## Results and discussion: the band edges of SnSe₂ across the gap between layers

SnSe₂ is built of Se–Sn–Se layers held together by weak forces. If an electron's wave vector is changed only in its component across the layers, how far do the band edges move? Isolated layers would give no shift at all. The question is put here for two points on the top face of the Brillouin zone, L and H, which lie directly above M and K.

Kohn–Sham levels of bulk SnSe₂ (P-3m1) at the given structure, from ABINIT 10.8.3 with the LDA, without spin polarisation or spin–orbit coupling. The runs use JTH v2.0 PAW datasets (sp version for Sn), a 272 eV plane-wave cutoff, a 6×6×4 k mesh and Fermi–Dirac occupations with a width of 0.05 eV. Energies are relative to the valence top on the mesh.

```tsv
point a (reciprocal cell vector)	point b (reciprocal cell vector)	point c (reciprocal cell vector)	level under 4 (eV)	level under 3 (eV)	level under 2 (eV)	level under 1 (eV)	level over 1 (eV)
0.0000	0.0000	0.0000	-0.700	-0.421	-0.421	0.000	0.840
0.5000	0.0000	0.0000	-2.954	-2.710	-1.282	-0.334	1.017
0.1667	0.1667	0.0000	-3.487	-1.454	-1.314	-0.165	2.083
0.3333	0.3333	0.0000	-3.779	-3.401	-1.580	-1.580	1.256
0.3333	0.3333	0.2500	-4.069	-3.603	-0.988	-0.988	1.793
0.5000	0.0000	0.5000	?	?	?	?	?
0.3333	0.3333	0.5000	?	?	?	?	?
```

Points a, b and c are the components of the wave vector along the reciprocal cell vectors. Γ is (0, 0, 0), M is (1/2, 0, 0) and K is (1/3, 1/3, 0); L and H have the same a and b as M and K, but c = 1/2. "Level under 1" is the highest filled level at a point and "level over 1" the lowest empty one. Energies are counted from the valence top, which on this mesh lies at Γ.

### What the step from K towards H shows

The fifth row differs from the fourth only in c, which has gone halfway from K to H. The highest filled level has risen by 0.59 eV and the lowest empty one by 0.54 eV. The layers are therefore well coupled electronically, although the forces between them are weak.

The highest filled level is double in both rows, and symmetry keeps such a pair together all the way to H. A rotation of 120° about the layer normal takes every point on that line to an equivalent one. Inversion combined with time reversal leaves each point where it is, and it swaps the two states that the rotation multiplies by opposite phases. The two must then have the same energy, as long as spin-orbit coupling is left out.

### A chain with two kinds of link

A simpler system shows how c acts: a chain of equal atoms joined by alternating links, t₁ within a cell and t₂ between cells. A wave that gains the phase θ = 2πc per cell feels the joint coupling t₁ + t₂ exp(iθ). Its squared size is t₁² + t₂² + 2t₁t₂ cos θ. Links of equal sign help each other at c = 0 and oppose each other at c = 1/2; links of opposite sign do the reverse.

In SnSe₂ the Se sheets play the part of the atoms. One link runs through the layer and the other across the gap. The chain has one orbital per atom and no Sn, so it gives the form of the dependence on c but not the energies.

### Forecast for H

Near K the upper valence states should mix Se p orbitals that point out of the plane with others that lie in it. Such a coupling changes sign between the upward and the downward neighbour, so the two links oppose each other at K and add at H. This orbital picture is argued from theory, but it agrees with the rise seen halfway.

Two coupled sets of states repel each other symmetrically about a centre E₀. If x is the distance of the upper set from E₀, then x² is a constant plus the squared coupling, and so varies as cos θ. The halfway value of x² is then the average of its values at K and H. The lower set must be double as well. The third filled level at K is single, so the lower set can lie no higher than the fourth, and that limit is used to place E₀:

- E₀ = (−1.580 − 3.779)/2 = −2.679 eV
- x at K = −1.580 + 2.679 = 1.099 eV
- x halfway = −0.988 + 2.679 = 1.691 eV
- x at H = √(2 × 1.691² − 1.099²) = 2.124 eV
- highest filled level at H = −2.679 + 2.124 = −0.555 eV

The forecast is −0.555 ± 0.20 eV, again a double level. A plain cosine in the energy itself would give −0.396 eV. For the lowest empty level the plain cosine is used, which gives 2 × 1.793 − 1.256 = 2.330 eV, with a bar of ± 0.30 eV. These bars, like those for L, are judgements and not statistical errors.

### Forecast for L

The Se sheets alone are stacked nearly as in a hexagonal close-packed crystal. The cell edges and the Sn–Se bond length put neighbouring Se atoms of different sheets about 3.8 Å apart, both through the layer and across the gap. The two links of the chain should then be similar in strength. The direct coupling between two like p orbitals, unlike the mixed coupling used for H, has the same sign upwards and downwards. A pair of levels that rests on it and is wide apart at M should therefore close up at L around an almost unchanged mean.

Taking the two highest filled levels at M as such a pair puts the highest filled level at L at −0.808 ± 0.30 eV. The bar is wide because the pairing is an assumption. L has no threefold axis, so nothing forces the two levels to coincide.

The forecast for the lowest empty level rests on other grounds. The smallest gap over the whole mesh is 0.644 eV, and the conduction minimum of SnSe₂ is recalled from other calculations as lying at L. This suggests 0.644 eV there, with a range of 0.64 to 0.80 eV; a lower value is impossible.

### The computed levels

The withheld rows as computed:

```tsv
point a (reciprocal cell vector)	point b (reciprocal cell vector)	point c (reciprocal cell vector)	level under 4 (eV)	level under 3 (eV)	level under 2 (eV)	level under 1 (eV)	level over 1 (eV)
0.5000	0.0000	0.5000	-2.543	-2.028	-0.901	-0.734	0.714
0.3333	0.3333	0.5000	-4.288	-3.786	-0.390	-0.390	2.420
```

All four energies fall within their ranges, but they do not support the reasoning equally well. The printed output after this text lists each miss beside the error made by taking the levels at L and H as equal to those at M and K.

**The pair at L.** The two highest filled levels, 0.95 eV apart at M, are only 0.17 eV apart at L. Their mean has moved by just 0.01 eV. The highest one lies 0.07 eV above the forecast, which is close to half of the remaining splitting. The forecast gave the middle of the pair, whereas the highest filled level is its upper member.

That a splitting remains is no surprise, because Sn fills only every second space between Se sheets. The two sides of a sheet are therefore not equivalent, and the links of the chain not quite equal. The closing of the pair fits this picture well, though energies alone do not identify the orbitals. The next two filled levels do not close up: they are 0.244 eV apart at M and 0.515 eV apart at L. The picture therefore cannot be applied to any two neighbouring levels without knowing whether they are partners.

**The doublet at H.** The pair has stayed together, as symmetry requires, and is still the highest filled level, but it lies at −0.390 eV, which is 0.17 eV above the forecast. The rise from K is 1.19 eV in all, but its first half was known beforehand, so only the second half tests the model. There it predicts a rise of 0.43 eV, whereas the computed level climbs by 0.60 eV, about as much as the 0.59 eV of the first half. The plain cosine is right to within 0.01 eV.

Part of the fault may lie in the choice of E₀. The fourth level was only an upper limit for the lower set, and it does not mirror the doublet: in the first half of the path it falls by 0.29 eV while the doublet rises by 0.59 eV. A deeper set would bend the curve less. Yet any finite depth leaves some bend, so the form itself is incomplete. Further sets of states, or links to more distant sheets, may take part. Sn p states are a candidate that these energies do not test.

**The empty level at H.** It lies at 2.420 eV, 0.09 eV above the cosine forecast. This level climbs somewhat faster in the second half of the path than in the first, and a single cosine has no room for that difference.

**The conduction minimum.** At L the lowest empty level is at 0.714 eV. That is inside the range, but the reason given for the forecast has failed. L is the lowest of the points in the table, yet it lies 0.07 eV above the smallest gap on the mesh. In this calculation the conduction minimum is therefore at some other mesh point.

This matters when SnSe₂ is considered as an electron-conducting channel. The position of the minimum decides how many equivalent valleys the electrons fill, and the curvature of the band there decides how easily they move in each direction. A mass computed at L would describe states at least 0.07 eV above the edge, more than twice the thermal energy at room temperature. Before any such mass is used, the mesh point that holds the minimum should be identified and its surroundings searched more finely, since even this mesh may miss the true minimum. The size of the gap needs separate care, because LDA usually makes gaps too small.

### What carries over to other layer spacings

The two columns of points respond in opposite ways to the same change of phase. From M to L the highest filled level falls by 0.40 eV, while a pair closes. From K to H it rises by 1.19 eV, which the chain picture puts down to a growing repulsion between two sets. What decides the direction in that picture is whether the link across the gap helps or opposes the link through the layer at c = 0.

If the layers are moved apart, the link across the gap weakens. L must then approach M, and H must approach K, until a single layer has no dependence on c at all. Because the present shifts are tenths of an eV or more, the layer spacing has to be right before such levels are compared with a measured spectrum. Here the structure was taken as given and not relaxed: a force of 0.52 eV/Å along the layer normal remains on each Se atom. Letting the atoms move would change the thickness of the layer and the width of the gap between layers, and with them both links. The cutoff is too low for the stress to judge the cell edges. For the doublet at H, spin-orbit coupling must be added as well, since it would split a level that is exactly double here.

Output of the analysis:

```
Rise of upper valence doublet from K to halfway point, eV: 0.592
Rise of lowest conduction level from K to halfway point, eV: 0.537
Centre of the two coupled sets used for H, eV: -2.679
Forecast H upper valence level, bar 0.20, eV: -0.555
Plain cosine alternative for H upper valence level, eV: -0.396
Forecast H lowest conduction level, bar 0.30, eV: 2.33
Forecast L upper valence level, bar 0.30, eV: -0.808
Forecast L lowest conduction level, range 0.64 to 0.80, eV: 0.644
Ceiling on L valence level if L holds the conduction minimum, eV: -0.196
Computed H upper valence level, eV: -0.39
Computed H lowest conduction level, eV: 2.42
Computed L upper valence level, eV: -0.734
Computed L lowest conduction level, eV: 0.714
Miss H valence, forecast less computed, eV: -0.165
Miss H valence, plain cosine less computed, eV: -0.006
Miss H conduction, forecast less computed, eV: -0.09
Miss L valence, forecast less computed, eV: -0.074
Miss L conduction, forecast less computed, eV: -0.07
Control without layer coupling, K less H valence, eV: -1.19
Control without layer coupling, K less H conduction, eV: -1.164
Control without layer coupling, M less L valence, eV: 0.4
Control without layer coupling, M less L conduction, eV: 0.303
Computed splitting of the upper two valence levels at H, eV: 0
Computed splitting of the upper two valence levels at L, eV: 0.167
Splitting of the upper two valence levels at M, eV: 0.948
Computed mean of the upper two valence levels at L, eV: -0.8175
Computed vertical gap at L, eV: 1.448
Computed vertical gap at H, eV: 2.81
```
